Geodesic step and secant update for a Γ-point silicon supercell: cost against accuracy

1. Conventions

The theory is closed-shell Hartree-Fock with real orbitals, which the Γ point allows. There are N basis functions with overlap S, n occupied and v = N − n virtual orbitals, C = [C_occ C_vir] and CᵀSC = 1. The energy depends only on the occupied space, a point of the Grassmann manifold of dimension d = nv. A direction is a v×n matrix X, read as a d-vector with scalar product tr(XᵀZ). For the change δφ_i = Σ_a φ_a X_ai the gradient is g_ai = 4F_ai, and with the occupied and virtual blocks of the Fock matrix F diagonal the Hessian is

H_ai,bj = 4[(ε_a − ε_i)δ_ab δ_ij + 4(ai|bj) − (ab|ij) − (aj|bi)].

Its orbital-energy part is B₀ = 4(ε_a − ε_i). Work is counted in multiply-adds or in Fock builds.

2. Statements

(A) Let X = UσVᵀ be the thin singular value decomposition. Then

C_occ(t) = C_occ V cos(σt) Vᵀ + C_occ(1 − VVᵀ) + C_vir U sin(σt) Vᵀ,
C_vir(t) = C_vir U cos(σt) Uᵀ + C_vir(1 − UUᵀ) − C_occ V sin(σt) Uᵀ

is the geodesic with initial velocity C_vir X. The frame stays orthonormal, and a parallel-transported vector keeps constant components in it.

(B) In this co-rotated frame take s = tX and y = g(t) − g(0), each gradient expressed in its own frame. If every ε_a lies above every ε_i, B₀ is positive definite, and the BFGS matrices built on it stay positive definite if and only if sᵀy > 0 at each update.

(C) Let the eigenvalues of B₀⁻¹H fill [1, κ] (or a multiple of it) and let cosh η = (κ+1)/(κ−1) = 1/r. Near the minimum the relative energy error δ after k steps obeys δ ≤ 1/cosh²(kη) for BFGS with line minimisation and δ ≤ r^(2k) for the optimally damped step along −B₀⁻¹g. The step counts grow as (√κ/4) ln(1/δ) and (κ/4) ln(1/δ). Newton's method with a stored Hessian is exact in one step on a quadratic surface, for work of order N⁶ and memory d².

(D) In the model of section 6, limited-memory BFGS on geodesics is cheapest for δ = 10⁻² and tighter, the damped step is best within two builds, and the stored Hessian never pays.

The geodesic is that of Edelman, Arias and Smith (1998). Its use with BFGS in SCF work is the geometric direct minimisation of Van Voorhis and Head-Gordon (2002).

3. Proof of (A), and the cheaper steps

Let K be the antisymmetric matrix with virtual-occupied block X and occupied-virtual block −Xᵀ. Then K² = −diag(XᵀX, XXᵀ), the even powers in exp(tK) sum to the cosines, the odd powers to the sines, and C exp(tK) is the pair of formulas above. The overlap of the occupied block is V cos² Vᵀ + (1 − VVᵀ) + V sin² Vᵀ = 1, because all cross terms contain C_occᵀSC_vir = 0 or Vᵀ(1 − VVᵀ) = 0. From dC/dt = C(t)K,

dC_occ/dt = C_vir(t)X, dC_vir/dt = −C_occ(t)Xᵀ.

The acceleration is therefore −C_occ(t)XᵀX. It has no virtual component, hence none tangent to the manifold, and this defines a geodesic. In the same way the field C_vir(t)Z with constant Z has the derivative −C_occ(t)XᵀZ, again without tangent part, so it is parallel. The principal angles between start and end are σt, and the path is a shortest one while tσ_max ≤ π/2.

In practice one diagonalises XᵀX = Vσ²Vᵀ, forms Y = XV and uses the smooth functions sin(σt)/σ and (cos σt − 1)/σ², so that small σ do no harm. The products C_vir Y, C_occ V and the two back-multiplications cost 2Nnv + 2Nn² = 2N²n, forming XᵀX and Y costs 2vn², and the diagonalisation typically about 5n³.

Two common substitutes keep U and V and change the angles. Symmetric orthonormalisation of C_occ + C_vir X turns each plane by arctan σ = σ − σ³/3 + …, and the Cayley form (1 − K/2)⁻¹(1 + K/2) turns it by 2 arctan(σ/2) = σ − σ³/12 + …. The angle falls short by 0.33 % and 0.083 % at σ = 0.1, and by 7.3 % and 2.0 % at σ = 0.5. A secant pair that records s = X misstates the displacement by that much. Since the whole geodesic step costs 3.6×10⁻⁴ of a build (section 5), the saving cannot exceed that figure, and the geodesic is used throughout.

4. Proof of (B) and (C)

The update is B₊ = B − BssᵀB/(sᵀBs) + yyᵀ/(sᵀy), with B positive definite and s ≠ 0. It satisfies B₊s = y, so sᵀB₊s = sᵀy and the condition is necessary. For any z,

zᵀB₊z = [zᵀBz − (zᵀBs)²/(sᵀBs)] + (zᵀy)²/(sᵀy).

The bracket is non-negative by the Cauchy-Schwarz inequality and vanishes only for z ∝ s, where the last term is positive if sᵀy > 0. Induction from B₀ completes the proof. Transport leaves the components of B unchanged, so no other condition enters. If the orbitals are made pseudo-canonical again by rotations Q_o and Q_v, each stored s and y must be replaced by Q_vᵀ(·)Q_o.

Because the velocity has the constant components X, the slope of E(t) is exactly g(t)ᵀX, and sᵀy = t[E′(t) − E′(0)]. A line minimum of a descent direction gives −tE′(0) > 0, and the Wolfe condition E′(t) ≥ c₂E′(0) with c₂ < 1 suffices too. A mere fall in energy does not. For one orbital pair with E = Δ(1 − cos 2θ) and Δ = 3.35 eV, the downhill step from θ = 1.2 to 1.0 lies in the concave region θ > π/4 and has sᵀy = −0.31 eV. Such a pair is skipped.

For (C) take E quadratic, y = Hs, and write the inverse update as G₊ = TᵀGT + ssᵀ/(sᵀy) with T = 1 − ysᵀ/(sᵀy) and G₀ = B₀⁻¹. Suppose the steps s₀…s_k are H-conjugate, end at line minima and span the same space as G₀g₀…G₀g_k. Then g = g_(k+1) is orthogonal to all of them, so T_j g = g, and y_jᵀG₀g = (G₀g_(j+1) − G₀g_j)ᵀg = 0 for j < k. Only the last factor acts:

G_(k+1) g = G₀g − s_k (y_kᵀG₀g)/(s_kᵀy_k).

This vector is conjugate to s_k by construction and to the earlier steps by the orthogonality just shown, which closes the induction. The direction is that of preconditioned conjugate gradients, it is the same for any number m ≥ 1 of stored pairs, and step k minimises E over the Krylov space of dimension k. A mode with eigenvalue λ has its amplitude multiplied by p(λ), a polynomial of degree k with p(0) = 1. The Chebyshev polynomial mapped on [1, κ] has |p| ≤ 1/cosh(kη), which gives the first bound. The damped step has p = (1 − αλ)^k, best at α = 2/(κ+1), where |p| ≤ r^k. For large κ, 2η ≈ 4/√κ and −ln r² ≈ 4/κ. The undamped step α = 1 diverges when an eigenvalue exceeds 2.

The size of κ follows from screening. Keep only the term 4(ai|bj) and expand it in plane waves. The preconditioned Hessian is then 1 + MMᵀ, where M holds the pair densities weighted by 2(ε_a − ε_i)^(−1/2) and by the square root of the Coulomb kernel u. The product MᵀM has the same non-zero eigenvalues and equals −u^(1/2) χ₀ u^(1/2), so the spectrum above 1 is that of the static random-phase dielectric matrix on the reciprocal vectors of the supercell. For a gapped crystal it saturates with cell size, and the step count with it. Silicon is gapped, so B₀ is positive for aufbau orbitals. The exchange terms typically push part of the spectrum below 1. The Madelung-type correction for the exchange divergence is a clear case: it adds a constant to E and leaves H alone, yet it lowers all ε_i and so enlarges B₀.

5. Work and memory

Take A atoms with four valence electrons each, a typical polarised double-zeta basis of 13 functions per atom and an assumed fitting basis of P = 4N functions. Then N = 13A, n = 2A, v = 11A, P = 52A and d = 22A². The unit is a density-fitted exchange build from available three-index integrals, a half-transformation and a contraction of N²nP each: W_F = 2N²nP, which grows as A⁴. Index symmetry is ignored except in the Cholesky step, so ratios between different kinds of operation are uncertain by a factor of about 2.

Damped step: one build per step, extra memory d.

Limited-memory BFGS: the two-loop recursion costs 4md and stores 2md numbers. For A = 64 and m = 10 it takes 6.1×10⁻⁶ of a build, the geodesic step 3.6×10⁻⁴, and rotating the stored pairs to a new pseudo-canonical frame, 2mNnv, 2.5×10⁻³. These overheads are dropped below.

Dense BFGS: two matrix-vector products and a rank-two update cost 4d², or 2nv²/(N²P) = 0.055 of a build at any size, and the memory is d².

Stored-Hessian Newton: one build for g, 2N³P to transform the three-index integrals (N/n = 6.5 builds), 2d²P for (ai|bj) and (ab|ij) (nv²/N² = 1.432A builds) and d³/6 for the Cholesky factor (0.0505A² builds). Memory is d².

With 8-byte numbers and m = 10:

A | N | n | d | W_F | Newton, builds | d² memory | 2md memory
8 | 104 | 16 | 1408 | 1.44×10⁸ | 22 | 16 MB | 0.23 MB
64 | 832 | 128 | 90112 | 5.90×10¹¹ | 306 | 65 GB | 14 MB
216 | 2808 | 432 | 1026432 | 7.65×10¹³ | 2672 | 8.4 TB | 164 MB

6. A solvable model

Give each of the n bonds a bonding orbital and an antibonding partner, separated by Δ, and let the occupied orbital of bond j be cos θ_j (bonding) + sin θ_j (antibonding). These rotations have diagonal X, so geodesics are straight lines in θ. The bond polarisation is sin 2θ_j. Arrange the bonds on a ring (n even), couple the polarisations, and apply a Fock element w to bond 0, as a displaced atom would:

E = Δ Σ_j (1 − cos 2θ_j) + (Δ/2) Σ_jl (L − 1)_jl sin 2θ_j sin 2θ_l + 2w sin 2θ₀.

L has a = (κ+1)/2 on the diagonal and b/2 between neighbours, b = (κ−1)/2. Its eigenvalues a + b cos q fall from κ at long wavelength to 1 at the zone edge. At θ = 0, B₀ = 4Δ, H = 4ΔL and g = 4w e₀. The model is the harmonic part, E₂ = 2Δ θᵀLθ + 4wθ₀, with minimum θ* = −(w/Δ)L⁻¹e₀ and E* = −2(w²/Δ)(L⁻¹)₀₀.

Exact solution. Away from bond 0 the equation a x_j + (b/2)(x_(j−1) + x_(j+1)) = 0 is solved by (−1)^j exp(±jη), since cosh η = a/b. The ring selects x_j ∝ (−1)^j cosh((n/2 − |j|)η), and the row a x₀ + b x₁ = 1 with b sinh η = √(a² − b²) = √κ gives (L⁻¹)₀₀ = coth(nη/2)/√κ.

Inputs. κ = 11.85 is set equal to the compiled high-frequency dielectric constant (Skelton 2020), Δ = 3.35 eV to the compiled direct gap (Tiago 2004), and w = 0.4 eV is assumed. Then a = 6.425, b = 5.425, r² = 0.7129, η = 0.5982 and exp(2η) = 3.308. For n = 128 the coth is 1 for all purposes, and the model has |θ₀*| = w/(Δ√κ) = 0.0347 and E* = −2w²/(Δ√κ) = −27.7 meV = −1.02 mEh. Hartree-Fock orbital-energy differences in silicon are typically more than twice the measured gaps, so for a given w the model overstates |θ₀*| and |E*| by such a factor. The relative error δ = (E − E*)/|E*| does not depend on Δ or w.

BFGS. The Krylov space of e₀ consists of the symmetric vectors on |j| ≤ k − 1, so step k solves the chain with x_(±k) = 0. Now x_j ∝ (−1)^j sinh((k − |j|)η), the central row gives x₀ = tanh(kη)/√κ, and for k ≤ n/2

δ_k = 1 − tanh(kη) tanh(nη/2) → 2/(exp(2kη) + 1).

This is the bound 1/cosh²(kη) divided by 1 + tanh(kη), so the model lies within a factor 2 of the worst case for its κ. With n/2 + 1 distinct eigenvalues the iteration ends exactly at step n/2 + 1.

Damped step. With α = 1/a the factor is p = (−r cos q)^k and mode q carries the energy weight 1/(a + b cos q). Expanding this weight in r cos q, with the average of cos^(2j) q equal to C(2j,j)/4^j, gives for a long ring

δ_k = √(1 − r²) Σ_(j≥k) C(2j,j)(r²/4)^j,

which decays as r^(2k)/√k. The undamped first step θ₀ = −w/Δ raises E₂ by (2a − 4)w²/Δ = 0.42 eV, and the line minimum lies at α = 0.156.

Counting builds. W is the number of builds needed to produce the orbitals, the first included and a final check excluded. The damped method has W = k. For BFGS one build at a trial point fixes the line minimum on a quadratic surface. If the gradient there is interpolated linearly, W = k + 1 (BFGS-1); if it is rebuilt, W = 2k (BFGS-2). Any method that combines W gradients through a fixed G₀ stays in the Krylov space of dimension W, so unit-step BFGS can beat BFGS-1 by one build at most. Newton steps solved by inner conjugate gradients follow the same δ_k with response builds of 3N²nP, that is W = 1 + 1.5k.

Relative error δ within a budget of W builds, n = 128:

W | damped | BFGS-1 | BFGS-2
2 | 0.273 | 0.464 | 0.464
3 | 0.171 | 0.167 | 0.464
4 | 0.110 | 0.0538 | 0.167
6 | 0.0483 | 5.03×10⁻³ | 0.0538
8 | 0.0219 | 4.61×10⁻⁴ | 0.0166
12 | 4.79×10⁻³ | 3.85×10⁻⁶ | 1.52×10⁻³
16 | 1.09×10⁻³ | 3.21×10⁻⁸ | 1.39×10⁻⁴

Builds needed for a target δ, A = 64, where stored-Hessian Newton needs 306 for any target:

δ | damped | BFGS-1 | BFGS-2
0.3 | 2 | 3 | 4
10⁻² | 11 | 6 | 10
10⁻⁴ | 23 | 10 | 18
10⁻⁶ | 36 | 14 | 26
10⁻⁸ | 49 | 17 | 32

The asymptotic decay of ln δ per build is 0.338, 1.196 and 0.598, so BFGS-1 is 3.5 times and BFGS-2 1.8 times as fast as the damped step.

Neglected terms. In u_j = sin 2θ_j the full energy is E₂ with θ = u/2 plus Δ Σ u_j⁴/8 + …, which shifts E* upward by 2Δθ₀⁴ coth(2η), a fraction θ₀² coth(2η)/√κ = 4.2×10⁻⁴. This exceeds the tighter targets, but it moves the minimum that all methods seek and changes the curvatures only by a relative amount of order θ₀². It matters for BFGS-1 in another way. The gradient is non-linear at relative order 2θ₀² = 2.4×10⁻³, and an interpolation error of that size, if carried along, leaves δ of the order of its square, 6×10⁻⁶. For tighter targets the gradient has to be rebuilt once or twice after the steps have become small, and Newton's method needs a second step. The true count then lies between the two BFGS columns, near the first.

7. Choice

By accuracy, for the 64-atom cell. For δ = 0.3 the damped step is cheapest, 2 builds against 3, provided κ is known beforehand, since α depends on it. For δ = 10⁻² (about 10⁻⁵ Eh in the model) BFGS-1 takes 6 builds against 11, and BFGS-2 with 10 is level with the damped step. For 10⁻⁴, 10⁻⁶ and 10⁻⁸ BFGS-1 takes 10, 14 and 17 builds, and even BFGS-2 stays below the damped counts. Stored-Hessian Newton costs 18 times the largest of these BFGS-1 counts. In the 8-atom cell, a ring of 16 bonds, BFGS ends exactly at step 9, after 10 or 18 builds, against 22 for Newton. That margin rests on the symmetry of the ring and is comparable with the uncertainty of the counting, so the smallest cell is close to a tie, while the A² growth of the Newton ratio decides all larger ones.

By work budget. Within 2 builds the damped step is best (0.273), 3 builds are a tie, and from 4 builds on BFGS-1 leads. If gradients must be rebuilt, the damped step is still ahead at 6 builds and BFGS-2 at 8, 12 and 16.

By memory budget. With 1 GB beyond what the Fock build needs, a dense d×d matrix fits up to 22 atoms, and the 64- and 216-atom cells need the limited-memory form. With 100 GB the dense matrix of the 64-atom cell fits, but it adds 0.055 of a build per step and gives the same iterates as m = 1 in the model. Further pairs serve only when line minima are inexact or the surface is anharmonic, and m = 10 buys that insurance for 14 MB.

All counts are the model's and depend on κ. A real cell samples no wavelength longer than its edge, Hartree-Fock gaps weaken the screening, and most eigenvalues crowd at the low end, which all shorten the iteration, whereas exchange lowers the bottom of the spectrum and lengthens it. For δ = 10⁻⁶ BFGS-1 needs 10 builds at κ = 6 (η = 0.867) and 19 at κ = 24 (η = 0.414), against 14 at κ = 11.85, and the advantage over the damped step grows roughly as √κ.